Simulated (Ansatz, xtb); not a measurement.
Ligand exchange: SnH3F + SiH3(SH) → SnH3(SH) + SiH3F

Species: SnH3F `[F][SnH3]`, singlet; SiH3(SH) (sulfanylsilane), singlet; SnH3(SH), singlet; SiH3F `F[SiH3]`, singlet. The partners trade F for SH: Sn–F and Si–SH bonds give way to Sn–SH and Si–F.

Shapes, held fixed at every level: PBE0-D4/def2-TZVP. Programs: Ansatz 0.2.0, xtb 6.7.1. The zero-point and thermal change to 298 K, harmonic and unscaled (PBE0-D4/def2-TZVP), is +1.6 kJ/mol.

(1) Estimate ΔH(298 K) of this reaction.

Answers

(1) The highest level, CCSD(T)/def2-TZVPP, gives ΔH(298 K) = -80.7 kJ/mol; the levels span -80.7 to -61.6. The column of differences is taken from that level and isn't an error. No measured value is set beside it here. For atoms past krypton def2 sets carry core potentials with scalar relativity. Correlated rows may include outer-core shells of Sn, which these sets cover unevenly.

| level | kind | ΔH(298 K) (kJ/mol) | less CCSD(T)/def2-TZVPP |
| --- | --- | --- | --- |
| GFN0-xTB | semi-empirical | -61.6 | +19.1 |
| PBE-D4/def2-TZVPP | GGA | -64.6 | +16.1 |
| r2SCAN-D4/def2-TZVPP | meta-GGA | -71.1 | +9.6 |
| B3LYP-D4/def2-TZVPP | global hybrid | -74.7 | +6.0 |
| PBE0-D4/def2-TZVPP | global hybrid | -71.6 | +9.1 |
| wB97M-V/def2-TZVPP | range-separated hybrid | -74.8 | +5.9 |
| wB97X-V/def2-TZVPP | range-separated hybrid | -70.7 | +10.0 |
| B2PLYP/def2-TZVPP | double hybrid | -77.6 | +3.1 |
| CCSD(T)/def2-TZVPP | coupled cluster or CI | -80.7 | 0.0 |

Every level makes the exchange clearly exothermic: fluorine goes to silicon and the thiolate to tin. The thermal term is only +1.6 kJ/mol, so the preference is essentially electronic. Silicon and tin have similar electronegativities, so the main cause is probably size. Small, hard fluoride gains much more from the short, strongly polar bond to silicon than from the longer one to tin, where electrostatic attraction and overlap are weaker. Sulfur, larger and more polarisable, loses less on moving to the heavier atom, in line with the usual hard–soft pairing.

All the other levels give a weaker driving force than CCSD(T), with B2PLYP closest at -77.6 kJ/mol. Exact exchange alone doesn't order the functionals, since wB97X-V falls slightly below r2SCAN in exothermicity. The direction of exchange is therefore secure across these methods, its size less so. The energy is a difference between two pairs of bonds and fixes no single bond strength, nor does it carry over directly to condensed phases, where tin fluorides often associate through fluorine bridges.
